**Al2H: which level is good enough?**

The row that looks wrong is NEVPT2 on the pair space. It starts from a wavefunction that already correlates three electrons in three orbitals (CASSCF), adds a second-order perturbation step, and still ends 1.08 eV above the reference. RMP2 takes the same kind of step from a single restricted determinant and ends at 1.06 eV. Differences in the frozen core can shift levels by up to 20 meV, so I count the two as equal. The better start has bought nothing.

Total-energy errors against UCCSDT(Q) for linear Al2H (Al–Al–H, neutral doublet) at its PBE0/def2-TZVP geometry, calculated with Ansatz 0.2.0 in the cc-pVTZ basis with frozen cores in the correlated levels. R and U mark restricted and unrestricted levels. The active spaces hold 3 electrons in 3 orbitals (pair) and 7 electrons in 9 orbitals (valence).

| level | this level less the reference (UCCSDT(Q), same basis) (meV) |
| --- | --- |
| RHF | 4249.7 |
| UHF | 4118.0 |
| RMP2 | 1062.9 |
| UMP2 | 1097.0 |
| CISD | 514.3 |
| RCCSD | 229.8 |
| UCCSD | 226.7 |
| RCCSD(T) | 53.9 |
| UCCSD(T) | 55.3 |
| BCCD(T) | 53.6 |
| RCCSDT | 11.1 |
| UCCSDT | 10.8 |
| RCCSDT(Q) | 0.3 |
| CASSCF pair | 3797.5 |
| NEVPT2 pair | 1082.7 |
| CASSCF valence | 2343.7 |
| NEVPT2 valence | 698.6 |
| MRCISD valence | 173.0 |
| MRCISD+Q valence | 20.5 |

Each error is a total energy less that of the reference level, and a positive value means that the level lies too high. RHF, a single determinant with paired orbitals, lies 4.25 eV too high, and this is the whole correlation energy to be recovered. The molecule is linear here, with seven valence electrons, one of them alone in a π orbital. This shape is the straight end of a bend scan with PBE0 geometries, and it need not be the stable one.

The pair space recovers $4249.7-3797.5=452.2$ meV of that energy, about a tenth. The second-order step then removes 71% of what remains, whereas RMP2 removes 75% of the whole from its simpler start. The small gain of the active space is thus lost again in the perturbation step. To choose a level for this molecule, I have to know why second order stops short.

**Why the first estimate falls short**

Second-order theory lets electrons jump in pairs from filled to empty orbitals. Each jump lowers the energy by $V^2/D$, where $V$ is the coupling to the excited configuration and $D$ is the gap taken from the orbital energies. That gap is too large. An empty Hartree–Fock orbital is computed in the field of all the electrons, as if the jumping electron had left no hole behind.

The correction can be estimated by counting charges. Lift $n$ electrons and leave $n$ holes, and let every pair of charges interact with the same strength $J$. There are $n^2$ attractions between electrons and holes, and $n(n-1)$ repulsions among the electrons and among the holes together. The net attraction is $nJ$. The orbital gap is also proportional to $n$, say $D=nd$, so the true gap is $n(d-J)$.

The first estimate therefore finds a share $1-J/d$ of the full lowering, whatever the number of electrons lifted. This is a crude picture: it leaves out exchange, and it merges all couplings between excited configurations into one average $J$. It does make a claim that can be tested. Perturbative triples should fall short by the same proportion as perturbative doubles.

The doubles fix the share. RMP2 finds 79% of the correlation energy that RCCSD finds, and RCCSD treats the double excitations to convergence instead of to lowest order. The symbol (T) stands for a perturbative estimate of the triple excitations, and it lowers the RCCSD energy by 175.9 meV. If this too is only 79% of the full effect, the full triples should bring $175.9/0.793\approx222$ meV, which is 46 meV more than (T) alone.

RCCSDT, which converges the triples, brings 42.8 meV more. Its row was not used in the estimate, and nothing was fitted. The agreement is better than so simple a count deserves, and with one molecule part of it may be luck. What the numbers do show is that both first estimates recover about four fifths of their class of excitations. They fit the picture of a gap that is too large, but they don't prove that it is the only cause.

Theory also says where the shortfall should be large. It grows when the gaps are small, and aluminium has empty 3p orbitals not far above its filled ones. In fluorine or oxygen compounds many electron pairs crowd the same region, and exciting one pair hinders the others. This acts against the attraction to the holes, and second order usually comes closer there.

**Products of excitations**

CISD and RCCSD both use single and double excitations of the same determinant, yet CISD lies 284.5 meV higher. The difference is in how the excitations combine. While one electron pair is excited, another pair elsewhere in the molecule can be excited as well, which makes a fourfold excitation that is simply a product of two doubles. Coupled cluster contains these products through its exponential form, and CISD cuts them off.

This fault grows with the molecule, because more pairs can then be excited at the same time. The formal cost of the two methods rises equally steeply with size, so I see no reason to choose CISD here. The same fault appears in MRCISD, which excites electrons out of a whole active space. The +Q correction estimates the products that were cut off and lowers the energy by 152.5 meV, leaving an error of about 20 meV, which is about as much as a difference in the frozen core could cause.

**How much each rank is worth**

Once the products are included, a higher rank has to add only what is new: three electrons avoiding one another at once, then four. Such events are rarer than encounters of two. From RHF to RCCSD the error falls by a factor of 18, and from RCCSD to RCCSDT by a factor of 21. Theory doesn't require these factors to be equal, but they give a useful sense of scale.

The reference has a limit of its own, since it treats the quadruple excitations only by a perturbative estimate, (Q). That estimate is worth 10.8 meV. If it falls short like the others, the reference itself lies some 3 meV too high. This is only a guess by analogy, and in other molecules (Q) often overshoots instead. Either way, I wouldn't read the RCCSDT error of 11 meV more finely than that.

**Does the molecule need an active space?**

The valence space holds seven electrons in nine orbitals, and CASSCF in it recovers 45% of the correlation energy. That could be taken as a sign that one determinant is a poor start. The coupled-cluster wavefunction says otherwise: its largest double-excitation amplitude stays below 0.1. The valence correlation is spread over many small contributions, which is the situation that coupled cluster handles well.

NEVPT2 on this larger space still leaves 0.70 eV, three times the error of RCCSD. It removes 70% of what CASSCF left, almost the same share as on the pair space. I suspect the same overestimated gaps for the orbitals outside the active space, though nothing here tests that. The comparison also assumes that CASSCF did not settle on a higher solution, which it sometimes does.

The price of an active space rises faster than any power of its size. With four electrons of one spin and three of the other, nine orbitals allow $126\times84\approx11\,000$ determinants before symmetry is used. Two such molecules together would need about a billion. An active space earns that price when a bond breaks or several states come close. No bond is breaking here. Two states do coincide in the linear molecule, because the single π electron can sit in either of two equal orbitals, but a mirror plane through the axis tells them apart, and each is well described by one determinant. For either of them alone I see no need of an active space.

**Restricted or unrestricted**

UHF, which gives the two spins separate orbitals, lies 132 meV below RHF and looks like the better start. It gets there by mixing in higher spin: its $\langle S^2\rangle$ is 1.13, where a pure doublet has 0.75. The unrestricted correlated levels don't stand on this solution. They use a cleaner determinant that lies 43 meV above it, so the step from UHF to UMP2 in the table is not purely a gain in correlation.

Even that cleaner determinant lies 89 meV below RHF, yet UMP2 ends 34 meV above RMP2. At the coupled-cluster level the choice hardly matters: RCCSD and UCCSD differ by 3 meV, and the levels with triples by less. The reason is well understood. The single excitations in coupled cluster act as a rotation of the orbitals and repair a poor choice, whereas second order has only a weak means of doing so.

BCCD(T) goes further and adjusts the orbitals until the single excitations vanish. Its error equals that of RCCSD(T) to within a fraction of a meV. What RCCSD(T) still lacks is therefore a matter of the higher excitations, mostly the triples and to a smaller part the quadruples, and better orbitals don't supply it. I would use the restricted form, because its spin is clean from the start.

**Accuracy against cost**

A common target for reaction energies is 1 kcal/mol, or 43 meV. On this scale the total-energy error of RCCSD is 5.3 units, that of RCCSD(T) is 1.2, and that of RCCSDT is about a quarter. In a reaction energy or a barrier, part of the error cancels between the two sides. How much cancels depends on how similar the bonding is on both sides, so these figures are a guide to risk and not a forecast.

Small Al–H species matter in electronics where aluminium films are grown from hydride precursors, and there the quantity of interest is often a rate. Suppose that the whole error entered a barrier at 500 K, where $k_\mathrm{B}T$ is about 43 meV. RCCSD would then put the rate wrong by a factor of about 200, and RCCSD(T) by a factor of three or four. Real errors should be smaller after cancellation, but the step from one level to the other is clearly worth taking.

Its price is modest. When the molecule doubles in size, the formal cost of RCCSD rises 64-fold and that of (T) 128-fold, but (T) is evaluated only once, after the iterations have ended. RMP2 rises 32-fold. It is the cheap choice for a first survey, provided that an error of 1 eV in the total energy largely cancels in the difference of interest.

Full triples are another matter. Their formal cost rises 256-fold on doubling, and each iteration takes more work than the single (T) step by roughly the number of empty orbitals, here about 70. This buys 43 meV. The purchase makes sense only if the basis set and the correlation of the core electrons are treated equally well, since a triple-zeta basis with a frozen core usually leaves larger errors than that in a total energy.

My rule for this molecule is to run RCCSD(T) and look at how much (T) lowered the energy. About a quarter of that amount is still to come from the full triples. The other species in a reaction can have another fraction, and in molecules with multiple bonds (T) can even overshoot, so the quarter is not a correction to apply elsewhere. I would use it only as a warning. If a quarter of the change in the (T) lowering over the reaction comes close to the accuracy that I need, I would check the reaction with RCCSDT in a smaller basis. A small change is a good sign, but it doesn't prove that the missing triples cancel.
